## Question

A hydrogen atom passes from BH₃ to a nitrogen atom with three unpaired electrons. The three atoms B, H and N lie on one line, the rest of the borane is held rigid, and the point transfer is the B–H distance. When this distance is 1.285 Å, the hydrogen is 1.26 Å from the nitrogen. Each column counts its energy from its own value at the start of the scan, 1.1935 Å.

Hydrogen transfer from BH₃ to N (charge 0, spin multiplicity 4), computed with Ansatz 0.2.0 and an in-house AFQMC program (Ansatz afq 1). All levels use the cc-pVTZ basis and unrestricted determinants, with frozen cores in the correlated methods; the fragments are rigid, with PBE0/def2-TZVP geometries. Each column is counted from its own energy at 1.1935 Å.

```csv
point transfer (Å),number,"HF, energy from the start of the scan (eV)","MP2, energy from the start of the scan (eV)","CCSD(T), energy from the start of the scan (eV)","phaseless AFQMC, energy from the start of the scan (eV)","released AFQMC, energy from the start of the scan (eV)","PBE, energy from the start of the scan (eV)","PBE0, energy from the start of the scan (eV)"
1.285,1,0.266,0.174,0.149,0.145,0.146,0.029,0.071
1.330,2,0.398,0.266,0.233,0.224,0.236,0.066,0.123
1.376,3,0.511,0.348,0.314,0.312,0.322,0.114,0.178
1.422,4,0.595,0.418,0.388,0.386,0.395,0.171,0.236
1.513,5,0.710,0.555,0.549,0.554,0.546,0.347,0.390
```

(a) Which columns can serve as a yardstick for the others, and how far can they be trusted?

(b) Compare HF and PBE with this yardstick, in height and in shape. How could a reader recognise the two failures?

(c) Explain why the two methods err in opposite directions.

(d) PBE0 replaces a quarter of the exchange in PBE by exact exchange. Test whether a single larger fraction would repair PBE along the whole scan.

(e) A student proposes to average the HF and PBE energies. Does this work, and would success show that the average contains the right physics?

## Model answer

**(a)** CCSD(T), phaseless AFQMC and released AFQMC give the same curve to about 0.01 eV. They treat correlation in different ways, and the released walk also drops the constraint that could bias the phaseless one. Released results were admitted only if they passed an agreement test of a few hundredths of an eV, so part of this agreement may be due to selection. The statistical noise of the phaseless energy at 1.285 Å is already 0.005 eV, and this figure leaves out any bias from the constraint, so the order of the three columns has no meaning. CCSD(T) carries no such noise and is the convenient yardstick. It judges the other levels within one basis set, not against nature.

**(b)** HF lies above CCSD(T) in every row and PBE lies below it. At 1.422 Å, where both errors are largest, HF is 0.21 eV too high and PBE 0.22 eV too low. Relative to the rise itself, PBE is worst at the beginning: it gives only 19% of the CCSD(T) rise in the first row, against 63% in the last.

The shape gives a second sign. The rows are unevenly spaced, so slopes must be compared, not steps. The CCSD(T) curve climbs almost evenly, at 1.6 to 1.9 eV/Å. HF starts much too steeply and flattens to 1.3 eV/Å in the last interval, whereas PBE starts almost flat, at 0.3 eV/Å, and steepens throughout. One curve thus bends down and the other up, while the yardstick is nearly straight.

**(c)** Consider the electrons along the line of the three atoms. At the start there is a B–H bond pair, and nitrogen points one unpaired electron at it. As the hydrogen moves, the old bond loosens before the new one is complete, and three electrons share three centres. Both methods misjudge this shared arrangement, each for its own reason.

In HF, electrons of opposite spin feel only each other's average charge. They do not avoid each other from moment to moment, and the energy gained by such avoidance is the correlation energy. When a bond loosens and a third electron is drawn in, the electrons have more ways to avoid each other, so this energy grows. HF lacks the gain and climbs too fast.

The MP2 column supports this account. Adding correlation at second order, on top of the same kind of determinant, removes between 79% and 96% of the HF error. Most of what HF lacks is therefore ordinary correlation that a low order of perturbation theory can supply. At 1.285 Å, moreover, the HF determinant is stable and close to a pure quartet, so the error there does not come from a wrong spin state.

PBE contains correlation, but its exchange is approximate. Exact exchange cancels the repulsion of each electron with itself; the exchange of PBE does so only in part, and the remainder favours electrons spread over several centres. This is the well-known delocalisation error. The electrons are expected to be more widely shared in the middle of the transfer than at the start of the scan, so PBE should lower the later points relative to the start. The same reasoning explains why such functionals commonly make hydrogen transfer to a radical too easy.

The table agrees with this explanation without proving it. PBE0 lies above PBE in every row, as it should if exact exchange counteracts the excessive sharing. It still lies below CCSD(T), by 0.08 eV in the first row and 0.16 eV in the last.

**(d)** Let a be the fraction of exact exchange and E the energy counted from the start of the scan. PBE has a = 0 and PBE0 has a = 1/4, with the same correlation functional. If E changes linearly with a, the step from PBE to PBE0 is a quarter of the full effect, and

E(a) = E(PBE) + 4a [E(PBE0) − E(PBE)].

A least-squares fit of this formula to CCSD(T) in all five rows gives a = 0.83. The last row, which was part of the fit, is the hardest test. There the full effect is 4 × (0.390 − 0.347) = 0.172 eV, and 0.83 of it is 0.14 eV. The repaired energy is 0.347 + 0.14 ≈ 0.49 eV, while CCSD(T) gives 0.549 eV.

The fitted fraction is thus 0.06 eV short at 1.513 Å, although it comes within about 0.02 eV in the other four rows. The reason is visible in the table: PBE0 removes about a third of the PBE error in the first four rows but only a fifth in the last. In that row even the full effect, 0.172 eV, is smaller than the 0.202 eV that PBE lacks. Within the linear model, then, missing exact exchange is not the whole fault of PBE. If the model holds all the way to a = 1, what is left comes from the correlation functional, which PBE and PBE0 share. No fraction above 1/4 was computed, however, and a modest curvature in a could also account for the missing 0.03 eV.

**(e)** The average works surprisingly well. It stays within 0.005 eV of CCSD(T) in the first four rows and is 0.02 eV too low in the last. The errors of HF and PBE are almost mirror images, so they cancel.

Success does not show that the average contains the right physics. HF has exact exchange and no correlation, so averaging it with PBE introduces half of the exact exchange and also discards about half of the PBE correlation. The formula of part (d) shows what happens if the correlation is kept. At 1.422 Å, a = 1/2 gives 0.171 + 2 × (0.236 − 0.171) = 0.301 eV, far below the 0.388 eV of CCSD(T), whereas the average gives 0.383 eV. The good result thus depends on leaving out correlation that a sound method should contain.

## Remarks on the reasoning

**An energy along a scan is not a barrier.** Every column still rises at the last point, so no maximum has been reached, and the zero is a point of the scan, not the separated reactants. An error already present at 1.1935 Å cancels from the table. The answer may therefore say that PBE makes this stretch of the transfer too cheap, but not by how much it lowers the barrier.

**Agreement in differences is not agreement in total energy.** At 1.285 Å the total CCSD(T) energy lies 0.035 eV above that of the more complete CCSDT(Q). This does not spoil the yardstick, because an offset common to all points drops out of a curve counted from its start. The close agreement with released AFQMC suggests that most of it does.

**A repair must be tested along the whole curve.** A candidate who determines the exchange fraction from the row at 1.422 Å alone finds almost the fitted value and may declare PBE cured. The last row exposes the remaining fault most clearly. The same caution applies to the average in part (e), whose largest miss is also at the end of the scan.

**The result has a practical side.** Boranes and nitrogen atoms can meet when boron nitride, an insulator used in electronic devices, is grown from a plasma. A growth model built on PBE energies would make hydrogen transfer of this kind look too easy in its early part. PBE0 reduces that bias but does not remove it, so a few points from a correlated method are a sensible check.

The printed analysis below lists the errors, slopes and fit row by row.

Printed output of the fit:

```
Level less CCSD(T) in eV:
    row     HF    MP2     PBE    PBE0  phaseless  released
  1.285  0.117  0.025   -0.12  -0.078     -0.004    -0.003
   1.33  0.165  0.033  -0.167   -0.11     -0.009     0.003
  1.376  0.197  0.034    -0.2  -0.136     -0.002     0.008
  1.422  0.207   0.03  -0.217  -0.152     -0.002     0.007
  1.513  0.161  0.006  -0.202  -0.159      0.005    -0.003
Mean slope of the interval ending at the row in eV per angstrom, and PBE rise in percent of CCSD(T):
    row     HF  CCSD(T)     PBE   PBE0  PBE percent
  1.285  2.907    1.628  0.3169  0.776        19.46
   1.33  2.933    1.867  0.8222  1.156        28.33
  1.376  2.457    1.761   1.043  1.196        36.31
  1.422  1.826    1.609   1.239  1.261        44.07
  1.513  1.264    1.769   1.934  1.692        63.21
fit of need on 5 rows: coefficient of full 0.8258 +/- 0.068; rms 0.0301, worst 1.513 -0.06, leave-one-out rms 0.0349
Misses in eV and shares of error removed in percent:
    row  one fraction  mean of HF and PBE  HF error removed by MP2  PBE error removed by PBE0
  1.285       0.01873             -0.0015                    78.63                         35
   1.33       0.02127              -0.001                       80                      34.13
  1.376       0.01139             -0.0015                    82.74                         32
  1.422     -0.002303              -0.005                    85.51                      29.95
  1.513      -0.05997             -0.0205                    96.27                      21.29
Largest gap between phaseless and released AFQMC in eV: 0.012
Root mean square miss of the mean of HF and PBE in eV: 0.009495
Total CCSD(T) energy above CCSDT(Q) at 1.285 angstrom in eV: 0.03536
Excess of spin squared over a pure quartet at 1.285 angstrom: 0.02576
```
